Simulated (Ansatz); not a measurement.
Si: the change of pressure and energy less free atoms with volume scale

All results are calculated (Ansatz 0.2.0). Periodic Kohn-Sham DFT of a crystal at fixed atoms, scaled to volume_scale times the given cell; pressure positive in compression, energy less spherical unpolarised free atoms, largest_vzz the field gradient of largest size among the nuclei.

The cell before it is scaled or strained (space group Imma, No. 74):
```
Si
1.0
     -2.2510     2.3685     1.2750
      2.2510    -2.3685     1.2750
      2.2510     2.3685    -1.2750
Si
2
Direct
  0.80700 0.55700 0.25000
  0.19300 0.44300 0.75000
```

Settings of every row: method all-electron LAPW; functional LDA; relativity scalar; k mesh 16x16x16; filling fermi-dirac; smearing width 0.05 eV; basis error target 0.5 meV/atom; nucleus gaussian.

Atom start moment: 0 on all atoms.

```
row  volume scale  V (Å³/atom)  pressure (GPa)  energy less free atoms (eV/atom)
  1          0.94        12.78          22.187                           -5.6209
  2          0.95       12.916           20.04                           -5.6388
  3          0.96       13.051          17.999                           -5.6549
  4          0.98       13.323               ?                                 ?
  5          0.99       13.459          12.459                           -5.6935
  6             1       13.595          10.791                           -5.7033
  7          1.01       13.731           9.204                           -5.7118
  8          1.02       13.867           7.696                            -5.719
  9          1.04       14.139             4.9                           -5.7296
 10          1.05       14.275           3.605                           -5.7332
 11          1.06       14.411           2.375                           -5.7357
```

Question: what pressure and energy less free atoms should row 4 give?

Worked fit of pressure. Take u = (V_r/V)^(2/3) − 1 with V_r = 13.663 Å³ an atom, which is twice the finite (Eulerian) strain; such expansions in the strain, on which the Birch-Murnaghan equation of state is built, carry the rest volume and the bulk modulus. The shown rows have u = 0.04555, 0.03819, 0.03102, 0.01008, 0.00333, -0.0033, -0.00983, -0.02257, -0.02879, -0.03491. Least squares give pressure = 9.9854 + 239.495 × u + 620.38 × u² GPa; a straight line predicts inner rows, each left out in turn, worse (root mean square 0.36 against 0.0068 GPa). The rows lie off it by 0.005, 0.003, -0.012, -0.004, 0.001, 0.002, 0.005, 0.004, 0.000, -0.006 (root mean square 0.0053 GPa). The withheld row has u = 0.01694, so the fit gives 9.9854 + 239.495 × (0.01694) + 620.38 × (0.01694)² = 14.220 GPa.

The calculation gave 14.214 GPa. The fit lies 0.006 GPa (0.03 % of the column's range) above it; its largest miss of a shown row is 0.012 GPa.

Worked fit of energy less free atoms. Take u = (V_r/V)^(2/3) − 1 with V_r = 13.663 Å³ an atom, which is twice the finite (Eulerian) strain; such expansions in the strain, on which the Birch-Murnaghan equation of state is built, carry the rest volume and the bulk modulus. The shown rows have u = 0.04555, 0.03819, 0.03102, 0.01008, 0.00333, -0.0033, -0.00983, -0.02257, -0.02879, -0.03491. Least squares give energy less free atoms = −5.70775 + 1.2797 × u + 13.751 × u² eV/atom; a straight line predicts inner rows, each left out in turn, worse (root mean square 0.008 against 4.9e-05 eV/atom). The rows lie off it by 0.0000, 0.0000, -0.0001, 0.0000, 0.0000, 0.0000, 0.0000, 0.0000, 0.0000, 0.0000. The withheld row has u = 0.01694, so the fit gives −5.70775 + 1.2797 × (0.01694) + 13.751 × (0.01694)² = -5.6821 eV/atom.

The calculation gave -5.6822 eV/atom. The fit lies 0.0001 eV/atom (0.087 % of the column's range) above it, one unit of the last digit.
